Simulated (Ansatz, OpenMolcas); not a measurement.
## CH4BFOSi (SMILES O=CB[SiH2]F): methods side by side

CH4BFOSi has 9 atoms, charge 0, and is taken as a singlet. SMILES: `O=CB[SiH2]F`. The shape is that of a PBE0-D4/def2-TZVP optimisation. This is one conformer, not always the lowest.

```xyz
9

O    -0.7895    0.7804    1.7038
C    -0.1283    1.4421    0.9104
B     0.6281    0.1887    0.4958
Si   -0.0772   -1.0076   -0.9450
F    -1.3608   -0.3492   -1.6597
H    -0.2624    2.5250    0.7785
H     1.6087   -0.0849    1.1217
H     0.9640   -1.2026   -1.9919
H    -0.4942   -2.3381   -0.4309
```

Quantity: the dipole moment, in D. The values are calculated.

| level | kind | program | value (D) | CPU time |
| --- | --- | --- | --- | --- |
| HF/def2-SVP | Hartree–Fock | Ansatz | 2.83 | 4.7 s |
| SVWN5/def2-SVP | LDA | OpenMolcas | 2.00 | 26 s |
| BLYP/def2-SVP | GGA | OpenMolcas | 2.00 | 33 s |
| PBE/def2-SVP | GGA | OpenMolcas | 1.99 | 33 s |
| B3LYP/def2-SVP | global hybrid | OpenMolcas | 2.19 | 32 s |
| BHLYP/def2-SVP | global hybrid | OpenMolcas | 2.44 | 32 s |
| M06-2X/def2-SVP | hybrid meta-GGA | OpenMolcas | 2.29 | 40 s |
| CAM-B3LYP/def2-SVP | range-separated hybrid | Ansatz | 2.27 | 14 s |

The values span 1.99 to 2.83 D. CPU times are rough (shared hosts, several kinds of processor): they show what a rung costs within a factor of a few.

The dipole hardly distinguishes the LDA from the two GGAs (1.99 to 2.00 D), but it rises through B3LYP and BHLYP to 2.83 D in Hartree–Fock. Exact exchange therefore matters more here than gradient corrections. It is not the only control, however: M06-2X carries slightly more of it than BHLYP yet gives 2.29 D against 2.44 D.

The polarity comes mainly from the C=O and Si–F bonds, whose electronegative ends hold the excess density. The geometry adds a further element: the carbonyl oxygen leans towards boron and sits out of the plane of boron's three bonds, where it can donate into the empty p orbital. Such donation returns charge from oxygen to boron and opposes the carbonyl polarity, so the spread probably reflects how far each method delocalises this density. Without a correlated wavefunction or measured value for comparison, the series shows sensitivity to the treatment of exchange, not which dipole is most accurate.
